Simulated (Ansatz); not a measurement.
Equilibrium of C2H7N + SnH(CH3)(SiH3) ⇌ C2H6N + SnH2(CH3)(SiH3) at process temperatures

Species: C2H7N (dimethylamine) `CNC`, singlet; SnH(CH3)(SiH3), doublet; C2H6N `C[N]C`, doublet; SnH2(CH3)(SiH3), singlet. A radical takes H: the energy is the difference in strength between the N–H bond broken and the Sn–H bond made.

The electronic reaction energy at CCSD(T)/def2-TZVPP is +93.1 kJ/mol. Shapes: PBE0-D4/def2-TZVP. Programs: Ansatz 0.2.0. Enthalpy and entropy come from rigid-rotor, harmonic-oscillator sums on unscaled PBE0-D4/def2-TZVP wavenumbers, ideal gases at 1 bar; R ln 2 is added for the mirror twin of the chiral shape of SnH(CH3)(SiH3). Symmetry numbers: C2H7N 1, SnH(CH3)(SiH3) 1, C2H6N 2, SnH2(CH3)(SiH3) 1. R = 8.3145 J/(mol K).

```
T (K)  ΔH (kJ/mol)  ΔS (J/(mol K))
  700        +78.0            +8.1
 1000            ?               ?
 1300        +82.1           +12.4
```

**Question.** Work out ln K at 700 and 1300 K, and from these estimate it at 1000 K.

**Answer.** 
1. 700 K: ΔG = +78.0 − 700 × (+8.1)/1000 = +72.3 kJ/mol; ln K = −ΔG/RT = -12.42.
2. 1300 K: ΔG = +82.1 − 1300 × (+12.4)/1000 = +66.0 kJ/mol; ln K = −ΔG/RT = -6.11.
3. Slope against 1000/T: (-6.11 − (-12.42))/(0.7692 − 1.4286) = -9.57, that is −ΔH/R with ΔH near +80 kJ/mol.
4. 1000 K: ln K = -12.42 + (-9.57) × (1.0000 − 1.4286) = -8.32.

The full sums give ΔH = +80.2 kJ/mol, ΔS = +10.7 J/(mol K), ΔG = +69.5 kJ/mol and ln K = -8.36 at 1000 K, so the line is off by +0.04 in ln K; without rounding the miss is +0.04, from the change of ΔH with temperature. The reactants are favoured over this whole range. An error of 10 kJ/mol in the energy moves ln K by 1.2 at 1000 K. Soft modes are treated as harmonic, which can err either way at these temperatures; the lowest are those of C2H7N (234 cm⁻¹), SnH(CH3)(SiH3) (64 cm⁻¹), C2H6N (84 cm⁻¹), SnH2(CH3)(SiH3) (69 cm⁻¹). Open shells run unrestricted. For atoms past krypton def2 sets carry core potentials with scalar relativity. Outer-core shells of Sn are correlated, in sets that cover them unevenly.

Hydrogen transfer from the amine to the stannyl radical is uphill because a strong N–H bond is exchanged for a weaker Sn–H bond. Nitrogen's compact valence orbitals overlap well with hydrogen 1s, and the bond's polarity strengthens it further, whereas tin's diffuse 5s and 5p orbitals overlap less effectively. The reverse direction, in which the stannane gives hydrogen to the aminyl radical, is therefore favoured, in keeping with the familiar role of tin hydrides as hydrogen donors.

Heating weakens this preference but doesn't overturn it. The number of molecules is unchanged, so the entropy gain is small and offsets little of the enthalpy cost. That gain probably reflects the replacement of stiff N–H vibrations by softer Sn–H ones, along with looser methyl torsions in the aminyl radical. The rise in ΔH shows that the products have the larger heat capacity, which makes ln K curve upward against 1/T and explains why the straight-line estimate lies slightly too high. How fast hydrogen is transferred in either direction depends on a barrier that these equilibrium data don't give.
